# Where first-order spin-orbit theory fails for the 4p shell of 59-electron ions

First-order spin-orbit theory falls short of the Dirac-Fock 4p splitting in every row, by 17.7 % of the Dirac value in Pr and by 26.9 % in Bi24+. The gap grows from 3.8 eV to 36 eV. The main cause is that the splitting arises close to the nucleus, where the expansion parameter is (Zα)² and not the small binding energy of the orbital. A hydrogen-like correction without parameters amounts to 61 to 81 % of the excess, though part of it rests on the properties of an unscreened orbital. The rest, examined shell by shell in Eu4+ only, grows there toward the outer shells and has no single cause that these numbers can fix.

## Limits on the use of the numbers

Both columns are Hartree-Fock quantities without correlation. The Dirac column is a difference of orbital eigenvalues, which corresponds to a 4p hole with frozen orbitals. Every ion has an open 4f shell, some also an open 5p or 5s shell, and each row is an average over the configuration. The numbers are therefore not observed intervals, and "failure" below means the failure of one approximation to reproduce a more complete one.

Closed shells of the same l can be rotated among themselves at no cost in energy, and the convention may change where such a shell closes. The 5p shell is closed from Pr to Eu4+, open from Tb6+ to Er9+ and empty afterwards. The 4p eigenvalues and ⟨r⁻³⟩ may thus jump by convention between Eu4+ and Tb6+.

Pr and ions with 59 electrons, B-spline radial atomic code version 1, radial basis limit: Hartree-Fock averaged over the nl configuration, Dirac-Coulomb with a Fermi nucleus and non-relativistic with a point nucleus. ζ is (α²/2)⟨(1/r) dV/dr⟩ on the non-relativistic orbital, V being the nuclear and Hartree field without the orbital's own charge; it has no exchange or spin-other-orbit part.

| species | Z | charge (e) | configuration | ε(4p), non-rel. (eV) | ε(4p3/2) − ε(4p1/2) (eV) | (l+1/2) ζ(4p) (eV) | Dirac / first order | <r⁻³>(4p), non-rel. (bohr⁻³) |
| --- | --- | --- | --- | --- | --- | --- | --- | --- |
| Pr | 59 | 0 | [Xe] 4f3 6s2 | -237.989 | 21.25 | 17.48 | 1.215 | 284.6 |
| Pm2+ | 61 | 2 | [Xe] 4f5 | -271.362 | 25.37 | 20.70 | 1.226 | 325.4 |
| Sm3+ | 62 | 3 | [Xe] 4f5 | -301.846 | 27.76 | 22.62 | 1.227 | 349.7 |
| Eu4+ | 63 | 4 | [Xe] 4f5 | -335.115 | 30.37 | 24.70 | 1.229 | 375.5 |
| Tb6+ | 65 | 6 | [Kr] 4d10 4f8 5s2 5p3 | -383.691 | 35.41 | 28.37 | 1.248 | 417.6 |
| Dy7+ | 66 | 7 | [Kr] 4d10 4f9 5s2 5p2 | -413.351 | 38.28 | 30.51 | 1.255 | 442.1 |
| Ho8+ | 67 | 8 | [Kr] 4d10 4f10 5s2 5p1 | -444.173 | 41.34 | 32.76 | 1.262 | 467.3 |
| Er9+ | 68 | 9 | [Kr] 4d10 4f10 5s2 5p1 | -484.961 | 44.87 | 35.44 | 1.266 | 497.8 |
| Yb11+ | 70 | 11 | [Kr] 4d10 4f11 5s2 | -562.786 | 52.35 | 40.95 | 1.278 | 558.2 |
| Lu12+ | 71 | 12 | [Kr] 4d10 4f11 5s2 | -609.281 | 56.66 | 44.15 | 1.283 | 593.2 |
| Hf13+ | 72 | 13 | [Kr] 4d10 4f11 5s2 | -657.801 | 61.27 | 47.57 | 1.288 | 629.8 |
| W15+ | 74 | 15 | [Kr] 4d10 4f11 5s2 | -760.731 | 71.49 | 55.03 | 1.299 | 708.3 |
| Re16+ | 75 | 16 | [Kr] 4d10 4f11 5s2 | -815.070 | 77.12 | 59.10 | 1.305 | 750.2 |
| Os17+ | 76 | 17 | [Kr] 4d10 4f12 5s1 | -858.712 | 82.46 | 62.75 | 1.314 | 785.7 |
| Pt19+ | 78 | 19 | [Kr] 4d10 4f12 5s1 | -975.671 | 95.53 | 71.97 | 1.327 | 877.3 |
| Au20+ | 79 | 20 | [Kr] 4d10 4f12 5s1 | -1036.92 | 102.7 | 76.96 | 1.334 | 925.9 |
| Hg21+ | 80 | 21 | [Kr] 4d10 4f13 | -1085.65 | 109.4 | 81.38 | 1.345 | 966.5 |
| Pb23+ | 82 | 23 | [Kr] 4d10 4f13 | -1216.24 | 126.0 | 92.59 | 1.360 | 1072 |
| Bi24+ | 83 | 24 | [Kr] 4d10 4f13 | -1284.24 | 135.0 | 98.63 | 1.369 | 1128 |

Z is the nuclear charge and α = 1/137.036. ε(4p) is the non-relativistic orbital energy, and ε(4p3/2) − ε(4p1/2) is the Dirac-Fock splitting. The operator ζ l·s moves j = l + 1/2 up by lζ/2 and j = l − 1/2 down by (l+1)ζ/2, so the first-order splitting is (l+1/2)ζ, or 1.5ζ for a p shell. The column "Dirac / first order" is called R here. ⟨r⁻³⟩ is taken over the non-relativistic 4p orbital. The rounding of R is 0.0005.

## How the failure shows, and how it hides

R rises from each row to the next, from 1.215 to 1.369. The rise is uneven: it averages 0.0053 per unit of Z over the 11 steps that keep the configuration and 0.0079 over the 7 steps that change it.

The trend of the splitting alone does not reveal the fault. Straight-line least-squares fits of logarithm against ln Z over all 19 rows give exponents of 5.41 for the Dirac splitting and 5.07 for first order. On a log-log plot the two curves run nearly parallel, and a first-order curve scaled to one row would look acceptable for its neighbours. Both exponents exceed the hydrogenic 4, because ⟨r⁻³⟩ grows with exponent 4.03 in place of 3. With the electron number fixed, each added proton goes almost wholly into the screened charge felt by the outer lobes, which grows faster in proportion than Z and draws more of the orbital toward the nucleus. First order contains this effect; it is not the failure.

Two tempting criteria fail to predict R. The first judges the orbital by its binding energy. An outer charge Zo = 4√(2|ε|), with ε in hartree, runs from 16.7 in Pr to 38.9 in Bi24+. A hydrogen-like 4p electron in such a charge would have a Dirac splitting only 1.009 to 1.053 times its first-order value, far short of R. The second criterion takes the splitting relative to the binding energy as the small parameter. That fraction lies between 8.9 and 10.5 % and changes little (exponent 0.37), while R − 1 grows by a factor 0.369/0.215 = 1.7. From Pm2+ to Eu4+ the fraction falls from 9.35 to 9.06 % while R rises. A least-squares proportionality of R − 1 to this fraction, all rows, leaves an rms residual of 0.035 in R, seventy times the rounding.

## Where the splitting is made

The table itself tells which field ζ samples. For a bare charge Zi, (1/r) dV/dr = Zi/r³, so ζ = (α²/2) Zi ⟨r⁻³⟩ and

Zi = (first-order splitting)/(0.75 α² ⟨r⁻³⟩).

For Eu4+ the first-order splitting is 24.70 eV / 27.211 eV = 0.9077 hartree, and 0.75 α² ⟨r⁻³⟩ = 3.994×10⁻⁵ × 375.5 = 0.01500. Hence Zi = 60.5, against Zo = 19.9. Over the whole table Z − Zi lies between 2.47 and 2.54. Averaged with the weight r⁻³, the enclosed electron charge is only about 2.5 of the 59 electrons, which places the weight of the integral in the innermost lobe of the 4p orbital.

In that lobe, at r of order 2/Z bohr, the potential energy is of order Z²/2, about 2000 hartree for Z = 63, against a binding energy of 12 hartree. The local kinetic energy is set by the nucleus, the local speed is of order Zαc, and the binding energy hardly enters. The parameter that governs the next order is then (Zα)², which runs from 0.185 to 0.367 here. An excess of 0.2 to 0.4 over first order is what such a parameter gives with a coefficient near one.

The Dirac equation shows which level suffers most. Near a point charge both radial components start as r^γ with γ = √(κ² − Z²α²), where |κ| = j + 1/2. The non-relativistic p function starts as r². For p3/2, γ is slightly below 2. For p1/2, γ is below 1, because its small component has s character, and the level has density at the nucleus that no non-relativistic p orbital has. An average taken over the unperturbed orbital cannot follow this. Further output of the same calculation for Eu4+ shows the asymmetry in the whole orbital: the mean radius of 4p1/2 is 0.946 of the non-relativistic one, that of 4p3/2 is 0.990.

## The hydrogen-like factor

Let x = (Zα)². The exact energy of one electron about a point charge is

E = mc² [1 + x/ν²]^(−1/2), with ν = n − δ and δ = |κ| − γ.

The first-order splitting of the same ion is x² mc²/[2n³ l(l+1)], or x² mc²/256 for 4p. The quotient of the exact and first-order splittings is the factor H(Z). It has no adjustable constant.

Its structure follows from expanding δ. For p1/2, δ = x/2 + x²/8 + …, and for p3/2, δ = x/4 + x²/64 + …. The difference is (x/4)(1 + 7x/16 + …). The splitting is this difference times dE/dν = mc² (x/ν³)(1 + x/ν²)^(−3/2). The mean ν is n − 3x/8, which adds 9x/(8n), and the last bracket subtracts 3x/(2n²). Together,

H − 1 ≈ x [7/16 + 9/(8n) − 3/(2n²)],

which is 5x/8 for n = 4 and also for n = 2. The largest piece for n = 4, 7x/16, comes mostly from the x²/8 of p1/2 and does not depend on n. For a d shell the two κ are 2 and 3, and the same step gives 12(1/64 − 1/216)x = 0.13x, so the one-electron excess over first order is far smaller for a d shell than for a p shell at the same Z.

## Worked estimate: Eu4+

With Z = 63, Zα = 0.45973 and x = 0.21135.

- γ = √(1 − x) = 0.88806 for p1/2 and √(4 − x) = 1.94644 for p3/2.
- ν = 3 + 0.88806 = 3.88806 and 2 + 1.94644 = 3.94644.
- x/ν² = 0.0139813 and 0.0135706.
- E/mc² = 0.9930818 and 0.9932830, a difference of 2.012×10⁻⁴.
- First order: x²/256 = 1.745×10⁻⁴.
- H = 2.012/1.745 = 1.153.

The three factors are 0.05839/(x/4) = 1.105 from the difference of the δ, (4/3.917)³ = 1.065 from the shift of ν, and 0.980 from the bracket. The leading term 5x/8 gives 0.132 of the 0.153, so orders beyond the next one already count. Only the first factor is fixed by the region near the nucleus; the other two use the ν and the binding energy of an unscreened 4p electron, which the screened ion does not have, so they carry over only roughly. Taken alone, the first factor covers a little under half of the excess in Eu4+.

The corrected splitting is 24.70 × 1.153 = 28.48 eV against the Dirac-Fock 30.37 eV. The shortfall drops from 18.7 % to 1.89/30.37 = 6.2 % of the Dirac value. No fit enters this estimate.

## How far the factor goes

H(Z) rises from 1.131 in Pr to 1.301 in Bi24+ and stays below R in every row. After multiplication by H the first-order values remain 5.0 to 6.9 % below the Dirac ones. The choice of charge matters at the level of a point or two: with H taken at Zi in place of Z the shortfall is 6.7 to 8.0 %. The remainder Y = R/H(Z) is therefore a rough measure.

The scaling of R − 1 shows that something besides a series in x with positive coefficients, like that of H, is present. A series with fixed positive coefficients has a logarithmic slope in Z of at least 2, and H − 1 has 2.43 over these rows. The fitted exponent of R − 1 is 1.58. Put otherwise, (R − 1)/x falls from 0.215/0.185 = 1.16 in Pr to 0.369/0.367 = 1.01 in Bi24+, whereas (H − 1)/x rises from 0.71 to 0.82. A proportionality of R − 1 to x, fitted to all rows, has coefficient 1.04 and an rms residual of 0.012, worst for Pr at +0.022. It serves as a rule of thumb, but the near-constancy comes from a rising and a falling part.

The falling part is Y − 1, which goes from 0.074 in Pr to 0.053 in Bi24+, not monotonically. Linear least-squares fits to Y − 1 over all 19 rows give rms residuals of 0.0072 for a constant, 0.0029 for c/Z (c = 4.5, worst Eu4+ at −0.0059), 0.0105 for c/Zo, and 0.0016 for (a + b·n)/Zo with n the number of 4f electrons (a = 0.94, b = 0.078). For Eu4+, which was in the fit, the last form gives (0.94 + 0.39)/19.9 = 0.067 against 0.066. Its residuals are still four times the rounding of Y, about 0.0004, and they are patterned: +0.0037 for Pr, negative from Pm2+ to Lu12+, positive from Hf13+ on. Since n and Zo rise together, a and b trade against each other and carry no physical meaning.

## The remainder across the shells of one ion

Further output for Eu4+ gives eigenvalues and ζ for the other closed shells. The ratios R for 2p, 3p, 4p and 5p are 1.157, 1.184, 1.230 and 1.342 (the 4p value differs from the table's 1.229 through rounding of the eigenvalues). The hydrogenic factors are 1.154, 1.159, 1.153 and 1.147, nearly independent of n as derived above. Y is thus 1.002, 1.022, 1.067 and 1.170. For 2p, the nearest to a one-electron orbital, H accounts for almost everything, within the freedom of about a point in the choice of charge. The remainder grows outward.

Part of this growth could still be of one-electron kind. In a screened ion the relativistic lowering of ν and any change of screening alter the amplitude of the inner lobe differently than in hydrogen. The relativistic gain in ⟨r⁻³⟩ of the p3/2 orbital monitors that amplitude: it is 1.103, 1.146, 1.155 and 1.158 from 2p to 5p. Its rise from 2p to 4p leaves room for a share of the 4p remainder. From 4p to 5p, however, it changes by 0.003 while Y climbs by 0.10. As far as p3/2 shows, the amplitude thus explains only a minor part of that step; the same check is not made here for p1/2. These single-orbital values also rest on the program's convention for closed shells of the same l.

The d shells say the same. For 3d, R = 1.025 against H = 1.038, but the inner charge is 0.41615/(2.663×10⁻⁵ × 293.5) = 53, and scaling H − 1 by (53/63)² gives 0.027, close to the computed 0.025. For 4d, R = 1.090 against H = 1.043, although the gain in ⟨r⁻³⟩ of d5/2 is 1.006 for 3d and 1.007 for 4d. An excess of several percent thus appears in 4d with hardly any change in the amplitude of d5/2 behind it.

## What theory offers for the remainder

An eigenvalue is a one-electron energy plus Coulomb and exchange terms with all other orbitals. Besides the one-electron correction treated above, at least three effects can separate its j-dependence from 1.5ζ.

The first is the self-consistent response. Spin-orbit coupling changes the radial shape of every p, d and f orbital by an amount proportional to its shift: −ζ for two p1/2 electrons, +ζ/2 for four p3/2 electrons. These weights sum to zero, so the charge density of a closed shell is unchanged to first order, and a change of the direct potential would in any case move both 4p levels alike. Exchange has angular weights that depend on j of both partners, so the cancellation fails there. The result is a term of order α², the same order as ζ. It need not vanish as x → 0, and R need not tend to 1. Its relative size goes as exchange integrals over excitation energies, which is one power of charge lower than the one-electron scale. That argues for a remainder that falls along the sequence and is larger in outer, softer shells, as Y does. The sign is not derived here.

The second is the exchange part of the two-electron spin-orbit interaction. It enters Dirac-Fock through the small components and is absent from ζ by definition. It too is of order α² and of relative order 1/Z.

The third is indirect. Contracted s and p1/2 shells screen the outer d and f shells better, these expand, and they in turn screen 4p less. In Eu4+ the mean 4f radius is 1.035 times the non-relativistic one and the 4d radius 1.002 times.

The numbers cannot divide Y − 1 among these. That the exchange response dominates in 5p and 4d is a guess, supported only by the smallness of the change in amplitude of the p3/2 and d5/2 orbitals.

Two other effects can be set aside. A crude estimate of the finite-nucleus shift of 4p1/2, from its density at the nucleus and the nuclear radius, is a few thousandths of an eV in Eu4+ and a few hundredths in Au20+, against gaps of 5.7 and 26 eV. The Breit interaction, which holds the spin-other-orbit term, is in neither column and so cannot affect R. Further output puts its effect on the splitting at −0.36 eV in Eu4+ and −1.11 eV in Au20+, just over 1 % of the Dirac value.

## Steps at changes of configuration

Y falls in all 11 steps that keep the configuration, by 0.0007 to 0.0042 per unit of Z, fastest within [Xe] 4f5. The smallest of these, Pb23+ to Bi24+, is close to the rounding. In the 7 steps that add 4f electrons the change lies between −0.0009 and +0.0029 per unit of Z. Four of them (Pr to Pm2+, Tb6+ to Dy7+, Dy7+ to Ho8+, Re16+ to Os17+) are zero within about the rounding, so the visible effect is that the usual fall stops. Au20+ to Hg21+ gives +0.0014 after −0.0015 per unit of Z in the step before. Er9+ to Yb11+ gives −0.0009 per unit over two units of Z, against −0.0023 and −0.0019 in the steps on either side.

An added 4f electron overlaps the 4p shell radially, as shells of the same n do, and brings both exchange with 4p and a charge that expands relativistically. Either could raise Y, though the sign of the exchange part is not derived. But each 4f gain is also the loss of a 6s, 5p or 5s electron, and the table cannot tell the gain from the loss. The largest step, Eu4+ to Tb6+, adds three 4f electrons and also opens the 5p shell, where the orbital convention may change. Its size should not be read as physics alone.

## Judging a neighbouring case

The test starts from the inner charge, obtained from ζ and ⟨r⁻³⟩. For the p shells of heavy ions like these it lies close to Z even when the shell is an outer one, so the one-electron excess over first order is of the order of (Zα)² and is not removed by weak binding. The hydrogen-like coefficient 5/8 carries over only roughly to a screened ion. For a d shell the coefficient is several times smaller and the charge is screened. On top of this comes a remainder that in Eu4+ is nearly absent in 2p and 3d and larger in the outer p and d shells, and smaller as the ion is stripped within one configuration. The fitted forms for the remainder describe these 19 rows and support no extrapolation to low Z.
